Why does a crystal give way less and less as it is squeezed harder? Zincblende InAs loses about 2 % of its volume to the first gigapascal, but between 12 and 16 GPa each further gigapascal takes only 0.8 % of the starting volume. In this structure symmetry fixes the atomic sites and keeps the bond angles tetrahedral. The only thing left to respond is the In–As bond length, so the whole trend is about how one length resists being shortened.

Zincblende InAs (2-atom cell), with cell and atoms relaxed at each target pressure and the symmetry kept; volume changes are relative to the starting cell (a = 6.188 Å, 29.61 Å³ per atom). Ansatz 0.2.0, PBE, scalar-relativistic plane-wave PAW, no spin polarisation, 420 eV cutoff, 12×12×12 k mesh, Fermi-Dirac smearing of 0.15 eV.

```csv
pressure (GPa),volume per atom (Å³),volume change (%)
-3,31.91,7.74
-1,30.27,2.23
1,29.04,-1.93
2,28.51,-3.72
3,28.04,-5.31
4,27.61,-6.75
6,26.84,-9.36
9,25.87,-12.63
12,25.05,-15.39
16,24.14,-18.47
```

The first three rows run from tension to mild compression. A negative pressure means that the crystal is pulled outwards, and the volume change is counted from a starting cell that is practically free of pressure. From −3 to −1 GPa the volume falls by 2.8 % per gigapascal, from −1 GPa to the starting cell by 2.2 %. The stiffening is therefore under way before any compression begins, and it needs no threshold at which the atoms finally touch.

The same stiffening explains why the rows at −1 and 1 GPa are not mirror images. The crystal swells by 2.23 % but shrinks by only 1.93 %. Of the difference of 0.30 percentage points, about 0.06 arises because the relaxations stopped slightly off their target pressures. A constant bulk modulus would add only about 0.04 more. The rest, the larger part, is stiffening: pulling finds a softer crystal than pushing does.

The computed free energies, which include the smearing term, show this without any model. Measured from the starting cell, the rows at −3 and 4 GPa store almost the same energy, about 23 meV per atom. In the first the bond is stretched by 2.5 %, in the second it is shortened by only 2.3 %. If the energy grew with the square of the change in length, equal energies would mean equal changes.

A diatomic molecule behaves in the same way: its energy curve is steep on the side of short bonds and shallow on the side of long ones. Theory gives the reason. As atoms approach, their electrons are confined to less space and gain kinetic energy, and they are pressed harder against the filled inner shells, which the exclusion principle closes to them; together these costs grow faster than the attraction that holds the atoms together. The comparison covers only the shape of the curve, because the valence electrons of a crystal are shared among many bonds. The outputs give the total energy and not these parts. The virial theorem, by which the kinetic energy changes by roughly $3PV$ less the change in total energy, does lead one to expect the gain in kinetic energy, but nothing here separates the share of the inner shells, so the cause is argued and not measured.

Further down, between 2 and 6 GPa, the column of volume changes seems to stumble. From 3 to 4 GPa the crystal loses 1.44 percentage points, and from 4 to 6 GPa it loses 2.61, as if it had softened. The second step in pressure is simply twice as long. Per gigapascal the loss keeps falling, here and at every other step of the table.

How much of this stiffening would occur even if the bond itself did not harden? Let $x$ be the bond length divided by its value at zero pressure, and let the energy grow as $(1-x)^2$. Pressure $P$ is the energy spent per volume removed, and the volume goes as $x^3$, so that $P$ is proportional to $(1-x)/x^2$. For a small compression the relative loss of volume is $3(1-x)$, which fixes the prefactor as $3B_0$, where $B_0$ is the bulk modulus at zero pressure, the resistance to a change of volume. A bond that hardens on shortening can be described by one more factor, which gives the Vinet equation:

$$P = 3B_0\,\frac{1-x}{x^2}\,e^{\eta(1-x)}$$

The number $\eta$ measures the hardening. Fitted to the seven rows up to 6 GPa, the equation gives $B_0 = 48.2$ GPa and $\eta = 5.77$.

The last row, at 16 GPa, had no part in that fit and can serve as a test. Its bond is 6.58 % shorter than at zero pressure, so $x = 0.934$. Without hardening, the pressure needed would be $3 \times 48.2 \times 0.0658/0.934^2 \approx 10.9$ GPa. The hardening factor, $e^{5.77 \times 0.0658} \approx 1.46$, raises this to 15.9 GPa, within half a per cent of the pressure in the calculation.

Without the hardening factor the picture fails badly at this end of the table. A bond with a purely quadratic energy would let the crystal shrink by 25 % at 16 GPa, where the calculation finds 18.5 %. With the constants refitted to all ten rows, the bulk modulus climbs from 48 GPa at zero pressure to 115 GPa in the last row, while the quadratic bond at the same volume would reach only 59 GPa. Geometry thus supplies about a sixth of the rise and the hardening bond the rest. This division belongs to the model, since it takes an energy quadratic in the bond length as the case without hardening and compares the two at the same volume; at the same pressure the quadratic bond is squeezed further and its share would be larger. The analysis printed after this text gives the comparison row by row.

Between 6 and 9 GPa a band gap opens, although the volumes run on smoothly. If the bands are simply filled from below, without smearing, the highest filled and the lowest empty one touch up to 6 GPa; at 9 GPa they are 0.14 eV apart. The smearing of 0.15 eV is wider than this first gap and still carries electrons across the gaps of 0.31 and 0.49 eV at 12 and 16 GPa, so the program counts every row as metallic and the filling of the bands changes gradually and not at a stroke. The touching bands are also expected to involve only a few states near the centre of the Brillouin zone, which weigh little in the total energy. The missing gap near zero pressure is a known error of the PBE functional, as real InAs is a semiconductor at ordinary pressure. The seven rows of the first fit are exactly those without a gap, and they predict the pressures of the other three to better than half a per cent. Any effect of the opening gap on the volume is too small or too gradual to show up as a break. The runs themselves print no warnings, but the notes to the data mark all these rows, as metals, as sensitive to the k mesh. That caution comes from the data makers' tests on other systems, and a table made with a single mesh can't show whether it matters here.

For use in practice, the absolute values need more care than the shape of the curve. PBE makes the InAs cell several per cent too large in volume, and a crystal with overlong bonds tends to be too soft as well, by the same argument that explains the table. The measured bulk modulus is indeed higher than the 48 GPa found here. Real InAs will therefore lose less volume to the first gigapascals than the table says. The calculations also hold for zero temperature and leave out zero-point motion; both heat and zero-point motion usually swell and soften a crystal a little, so they don't explain why the computed one is too soft.

The last three rows raise a different question. Real InAs leaves the zincblende structure for a denser one of rocksalt type at roughly 7 GPa, whereas these relaxations had to keep the symmetry of their start. The rows at 9, 12 and 16 GPa describe how zincblende would go on shrinking if it survived, without the sudden loss of volume at the transition. At which pressure would PBE itself let the denser structure take over? To answer that, the rocksalt-type crystal has to be relaxed at the same pressures and its enthalpy, energy plus pressure times volume, compared with that of zincblende.

The analysis program printed:

```
fit of preal on 10 rows: coefficient of 3*y/x**2*exp(s*y) 48.13 +/- 0.017, s 5.833; rms 0.00727, worst 16 -0.0117, leave-one-out rms 0.0138
fit of preal on 7 rows (pressure < 7): coefficient of 3*y/x**2*exp(s*y) 48.19 +/- 0.029, s 5.767; rms 0.00438, worst -1 0.00692, leave-one-out rms 0.00843
  rows outside the fit (model, value, miss): 9 8.977, 8.985, -0.00811; 12 11.98, 12, -0.0162; 16 15.94, 16, -0.0602
Compression row by row:
  row  In-As length (Å)  bond shortening (%)  volume loss per GPa since row before (%)  bulk modulus since row before (GPa)  change with quadratic bond (%)  change with constant modulus (%)  stored energy computed (meV/atom)  stored energy from fit (meV/atom)
   -3             2.747               -2.524                                       n/a                                  n/a                           6.654                             6.437                              23.15                              23.13
   -1             2.699              -0.7366                                      2.77                                37.71                            2.15                             2.127                               2.15                              2.111
    1             2.662               0.6467                                     2.086                                48.08                          -1.999                            -2.019                                1.7                              1.717
    2             2.646                1.255                                     1.763                                55.12                          -3.984                            -4.064                                6.6                              6.619
    3             2.631                  1.8                                     1.597                                59.91                          -5.855                            -6.029                               13.9                              13.92
    4             2.617                2.305                                     1.456                                   64                          -7.643                             -7.94                               23.2                              23.27
    6             2.593                3.222                                     1.297                                71.14                          -11.08                            -11.71                               47.1                              47.14
    9             2.561                4.402                                     1.093                                81.25                          -15.75                            -17.03                              92.05                              92.21
   12             2.534                5.423                                    0.9154                                93.61                          -19.99                            -22.07                              145.3                              145.7
   16             2.503                6.582                                      0.77                                108.1                          -25.01                            -28.28                              224.7                              224.9
Zero-pressure volume used (Å³ per atom): 29.61
Pressure derivative of bulk modulus at zero pressure, all-row fit: 4.889
Same derivative, fit to gapless rows: 4.844
Bulk modulus at 16 GPa, full law (GPa): 115.3
Bulk modulus at the same volume, quadratic bond only (GPa): 58.78
Loss per GPa, first interval over last interval (ratio): 3.597
Expansion at -1 GPa less shrinkage at 1 GPa (percentage points): 0.3
Part of it from pressures off target (percentage points): 0.06476
Largest miss of stored energy (meV/atom): 0.3977
```
